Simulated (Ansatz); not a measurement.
# Electron–phonon coupling and T_c of Hf, calculated with Ansatz

Space group P6_3/mmc (No. 194), 2 atoms in the cell of the first input below: a = 3.156 Å, b = 3.156 Å, c = 5.006 Å, α = 90.00°, β = 90.00°, γ = 120.00°.

The cell was built from a prototype of a structure type listed for this element, relaxed without spin–orbit coupling to zero pressure (pressure 0.0 GPa with this functional, without spin–orbit coupling). Functional: PBEsol.

Input:

```yaml
crystal:
  lattice:
    - [3.1563705648, 0.0, 0.0]
    - [-1.5781852824, 2.7334970929, 0.0]
    - [0.0, 0.0, 5.0064095788]
  atoms:
    - { symbol: Hf, position: [0.3333333333, 0.6666666667, 0.75] }
    - { symbol: Hf, position: [0.6666666667, 0.3333333333, 0.25] }
basis:
  ecutwfc: 420
  ecutrho_ratio: 4
kpoints:
  mp_grid: { grid: [12, 12, 8] }
hamiltonian:
  xc: pbesol
scf:
  occupations: { method: methfessel_paxton, width: 0.2 }
output: {}
phonons:
  supercell: [2, 2, 2]
  qpath:
    path:
      - [[0.0, 0.0, 0.0], [0.5, 0.0, 0.0], [0.33333333, 0.33333333, 0.0], [0.0, 0.0, 0.0], [0.0, 0.0, 0.5], [0.5, 0.0, 0.5], [0.33333333, 0.33333333, 0.5], [0.0, 0.0, 0.5]]
      - [[0.5, 0.0, 0.5], [0.5, 0.0, 0.0]]
      - [[0.33333333, 0.33333333, 0.5], [0.33333333, 0.33333333, 0.0]]
    npoints: 6
  electrical_resistivity: { mesh: [24, 24, 16], temperatures: [50, 100, 200, 300, 500] }
  superconductivity: { mesh: [24, 24, 16], eliashberg_equations: false }
```

```bash
ansatz run input.yaml --threads 8 --pin off --max-ram 15360MiB --backend cpu --events-out ev --progress --plain --runs-dir out
```

Time: 3.7 min on 8 threads of Arm Neoverse V2, on a shared host, peak memory 6.7 GiB.

On the finest mesh λ = 0.3832, ω_log = 11.212 meV, N(E_F) = 0.680 states per eV, spin and cell. λ by mesh: 24×24×16 0.383, 12×12×8 0.388, 6×6×4 0.443.

Q: What T_c does McMillan's formula in the Allen–Dynes form give for μ* = 0.10?

A: T_c = (ω_log/1.2) exp[−1.04(1+λ)/(λ − μ*(1+0.62λ))] = (130.11 K/1.2) × exp(−1.4385/0.2594) = 0.42 K. By mesh, finest first, the same formula gives 0.42, 0.46, 0.93 K.

```json
{"μ*": "0.08", "McMillan (K)": "0.69", "Allen–Dynes with strong-coupling factors (K)": "0.70"}
{"μ*": "0.10", "McMillan (K)": "0.42", "Allen–Dynes with strong-coupling factors (K)": "0.43"}
{"μ*": "0.12", "McMillan (K)": "0.24", "Allen–Dynes with strong-coupling factors (K)": "0.24"}
{"μ*": "0.13", "McMillan (K)": "0.17", "Allen–Dynes with strong-coupling factors (K)": "0.17"}
{"μ*": "0.14", "McMillan (K)": "0.11", "Allen–Dynes with strong-coupling factors (K)": "0.12"}
{"μ*": "0.16", "McMillan (K)": "0.05", "Allen–Dynes with strong-coupling factors (K)": "0.05"}
{"μ*": "0.20", "McMillan (K)": "0.00", "Allen–Dynes with strong-coupling factors (K)": "0.00"}
```

Caveats: no spin-orbit coupling, which matters for these elements; small supercell, couplings not converged in it; with so small a supercell and a typed μ*, T_c can miss a measured one by a factor of two or more.

Hafnium comes out as a weak-coupling, phonon-mediated superconductor with a T_c below 1 K for every μ* considered. The modest λ probably reflects the early position in the d series: with few d electrons, the Fermi level of the hcp metal lies in a region of moderate density of states. The heavy atoms keep the phonon energies low, which reduces the prefactor of T_c, whereas in the harmonic picture λ itself has no direct mass dependence.

Because λ only modestly exceeds the Coulomb term, T_c depends exponentially on a small difference. This is why it falls from 0.69 to 0.05 K between μ* = 0.08 and 0.16, and why the coarsest mesh more than doubles it. The strong-coupling factors barely matter, as expected at this λ.

The value of 0.42 K at μ* = 0.10 lies well above the known transition of hafnium, which the results for μ* = 0.13 and 0.14 bracket. That match doesn't validate the calculated coupling, since a larger μ* can offset an overestimated λ.
